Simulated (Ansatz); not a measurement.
# A series in volume scale on Al

Results calculated with Ansatz 0.2.0, not measured. Free energy against uniform scaling of the volume at fixed shape and fractions; periodic cell, basis, potentials, k mesh and filling as listed.

The cell before it is scaled or strained (space group P6_3/mmc, No. 194):
```
Al
1.0
      2.8125     0.0000     0.0000
     -1.4062     2.4357     0.0000
      0.0000     0.0000     4.8668
Al
2
Direct
  0.66667 0.33333 0.75000
  0.33333 0.66667 0.25000
```

Settings of every row: functional PBEsol; dispersion none; potentials all-electron LAPW; k mesh 12x12x6; k shift 0x0x0; occupations fermi dirac; smearing width 0.1 eV; spin none.

Limits: coarse k mesh, up to 40 meV an atom off; the cell comes from a prototype or a list of computed structures and needn't be the stable phase.

```csv
row,volume scale,V (Å³/atom),energy above lowest point (meV/atom)
1,0.92,15.336,15.3
2,0.96,16.003,?
3,1,16.67,0
4,1.04,17.337,11.8
5,1.08,18.003,33.1
```

Question: what energy above lowest point should row 2 give?

Worked fit of energy above lowest point. Take u = (V_r/V)^(2/3) − 1 with V_r = 17.004 Å³ an atom, which is twice the finite (Eulerian) strain; such expansions in the strain, on which the Birch-Murnaghan equation of state is built, carry the rest volume and the bulk modulus. The shown rows have u = 0.07125, 0.01331, -0.01285, -0.03734. Least squares give energy above lowest point = 4.55 − 450.3 × u + 8437 × u² meV/atom; a straight line predicts inner rows, each left out in turn, worse (root mean square 15 against 0.15 meV/atom). The rows lie off it by 0.0, -0.1, 0.1, 0.0. Its lowest point lies at u = 0.0267, or V = 16.35 Å³ an atom, and the curvature there gives the bulk modulus at fixed shape and fractions, B = (4/9)(1 + u)² E″(u)/V = 77.5 GPa. Letting shape and atoms relax would as a rule lower it, by much in layered, chain or molecular crystals. The withheld row has u = 0.04128, so the fit gives 4.55 − 450.3 × (0.04128) + 8437 × (0.04128)² = 0.3 meV/atom.

The calculation gave 0.1 meV/atom. The fit lies 0.2 meV/atom (0.6 % of the column's range) above it; its largest miss of a shown row is 0.1 meV/atom.
